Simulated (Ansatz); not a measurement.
InPd: the change of energy above lowest point with volume scale

Results calculated with Ansatz 0.2.0, not measured. Free energy against uniform scaling of the volume at fixed shape and fractions; periodic cell, basis, potentials, k mesh and filling as listed.

The cell before it is scaled or strained (space group Pm-3m, No. 221):
```
CELL_PARAMETERS angstrom
3.27190 0.00000 0.00000
0.00000 3.27190 0.00000
0.00000 0.00000 3.27190
ATOMIC_POSITIONS crystal
In 0.00000 0.00000 0.00000
Pd 0.50000 0.50000 0.50000
```

Settings of every row: functional LDA; dispersion none; potentials all-electron LAPW; k mesh 9x9x9; k shift 0x0x0; occupations fermi dirac; smearing width 0.15 eV; spin none.

Limits: coarse k mesh, up to 40 meV an atom off; the cell comes from a prototype or a list of computed structures and needn't be the stable phase.

| row | volume scale | V (Å³/atom) | energy above lowest point (meV/atom) |
| --- | --- | --- | --- |
| 1 | 0.92 | 16.112 | 7.6 |
| 2 | 0.96 | 16.813 | 0 |
| 3 | 1 | 17.513 | ? |
| 4 | 1.04 | 18.214 | 55.6 |
| 5 | 1.08 | 18.914 | 107.9 |

Question: what energy above lowest point should row 3 give?

Worked fit of energy above lowest point. Take u = (V_r/V)^(2/3) − 1 with V_r = 17.514 Å³ an atom, which is twice the finite (Eulerian) strain; such expansions in the strain, on which the Birch-Murnaghan equation of state is built, carry the rest volume and the bulk modulus. The shown rows have u = 0.0572, 0.02761, -0.02579, -0.04998. Least squares give energy above lowest point = 17.92 − 1049.8 × u + 15131 × u² meV/atom; a straight line predicts inner rows, each left out in turn, worse (root mean square 25 against 1.3 meV/atom). The rows lie off it by 0.2, -0.5, 0.5, -0.3 (root mean square 0.4 meV/atom). The withheld row has u = 4e-05, so the fit gives 17.92 − 1049.8 × (4e-05) + 15131 × (4e-05)² = 17.9 meV/atom.

The calculation gave 18.1 meV/atom. The fit lies 0.2 meV/atom (1.1 % of the value, 0.19 % of the column's range) below it; its largest miss of a shown row is 0.5 meV/atom.
